**Student:** Craciun and Feinberg (2005, 2006) read signs off stoichiometry alone. Our ester tank makes ions, which are not ideal. Where did ideality enter?

**Lecturer:** In the Jacobian. Count each outflow as a reaction of rate $c_i/\tau$. Mass action gives $\partial r_j/\partial c_i=r_jy_{ji}/c_i$, with $y_j\to y_j'$ the complexes, so for $m$ species Cauchy–Binet gives
$$\det(-J)=\sum_{|S|=m}\det[y]_S\det[y-y']_S\,\frac{\prod_{j\in S}r_j}{\prod_i c_i}.$$
The network is injective exactly when no coefficient is negative, and injectivity forbids two positive steady states. The factor $\det[y]$ holds kinetic orders. Without ideality they become $\partial\ln r_j/\partial\ln c_i$ and depend on the state.

**Student:** Does our network even pass?

**Lecturer:** No. With water in excess, R1 is E + H⁺ → HA + L + H⁺ (rate $kEh$; L alcohol) and R2 is HA ⇌ H⁺ + A⁻ ($k_d$, $k_r$). R1, dissociation and the outflows of E, A⁻, L give coefficient $-1$. The graph test fails too. An e-cycle has an even number of adjacent edge pairs belonging to one complex. H⁺–R1–H⁺ and H⁺–R1–HA–R2–H⁺, entering R1 by the reactant edge, have none, and they share that single edge, a species-to-reaction intersection. Failure proves no bistability; we must weigh terms.

**Student:** With activities, then.

**Lecturer:** By Brønsted–Bjerrum with the Debye–Hückel limiting law, R1 is untouched: its transition state carries the proton's charge. Recombination becomes $k_r\gamma^2ha$, with $\ln\gamma=-\kappa l_B/2$, $\kappa^2=4\pi l_B(h+a)$, number densities $h,a$ of the ions and Bjerrum length $l_B$. An ion-free feed gives $h=a$, where both orders are $1+s$, with
$$s=\partial\ln\gamma^2/\partial\ln h=-\kappa l_B/4.$$
Expanding,
$$\tau^5\det(-J)=(1+k\tau h)\left[1+k_d\tau+2(1+s)k_r\gamma^2\tau h\right]-kk_d\tau^2E.$$
The negative term stays and a positive one shrinks. Let total acid be $x$, $\alpha=h/x$, conversion $X$. Fast R2 gives $k_r\gamma^2h/k_d=(1-\alpha)/\alpha$. The balances give $1+k\tau h=1/(1-X)$ and $k\tau E\alpha=1$. Multiplying by $\alpha/k_d\tau$ and letting $k_d\to\infty$,
$$\Delta=\frac{2-\alpha+2s(1-\alpha)}{1-X}-1,\qquad \delta\Delta=\frac{2s(1-\alpha)}{1-X},$$
where $\delta\Delta$ is the correction at fixed $\alpha$ and $X$.

**Student:** So it destabilises. Enough to flip the sign?

**Lecturer:** Not while $s>-1/2$: then the numerator exceeds 1 by $(1-\alpha)(1+2s)$ and $\Delta>0$. The acid balance $g(x)=k\tau Eh-x$ has slope $-n\Delta$ at each positive zero, with $n=d\ln h/d\ln x=[2-\alpha+2s(1-\alpha)]^{-1}>0$. It can only cross downward, hence once. A flip needs $\kappa l_B>2$, far outside the limiting law.

**Student:** Numbers?

**Lecturer:** Take ethyl acetate, or the photoresist solvent PGMEA; both release acetic acid. Inputs: 298 K, approximate $\varepsilon_r=78.4$ and p$K_a=4.76$ (molar scale), an assumed feed of 0.120 nm⁻³ (0.20 mol/L), $X=1/2$, so $x=0.060$ nm⁻³. Then $l_B=1.440\ \text{eV nm}/(78.4\times0.02568\ \text{eV})=0.715$ nm and $K=1.047\times10^{-5}$ nm⁻³. Solving $\gamma^2h^2=K(x-h)$ gives $h=8.2\times10^{-4}$ nm⁻³, $\alpha=0.014$, $\kappa=0.12$ nm⁻¹, $s=-0.022$. Against $\Delta=2.97$ at $s=0$, $\delta\Delta\approx-0.09$. With a typical $k\approx10^{-4}$ L mol⁻¹ s⁻¹ for ethyl acetate this conversion needs $\tau=1/kh\approx7\times10^6$ s, a very slow tank.

**Student:** And what you dropped?

**Lecturer:** An ion size $d$ turns $\ln\gamma$ into $-\kappa l_B/[2(1+\kappa d)]$ and divides $s$ by $(1+\kappa d)^2$; an approximate $d=0.5$ nm gives $\delta\Delta\approx-0.08$. Re-esterification rivals it. The rate becomes $kh(E-\beta x^2)$ for $\alpha\ll1$, with $\beta$ the esterification constant (typically about 4 for ethyl acetate) over the water density (about 33 nm⁻³), so $b=\beta x=0.007$. At $X=1/2$, $1+k\tau h$ turns into $1+(1+2b)/(1-b)\approx2+3b$, adding $3b(2-\alpha)\approx+0.04$. That is a missing mass-action step, not non-ideality. The model's ionic correction is about 3 % of $\Delta$, with $|s|$ some 23 times below the threshold $1/2$.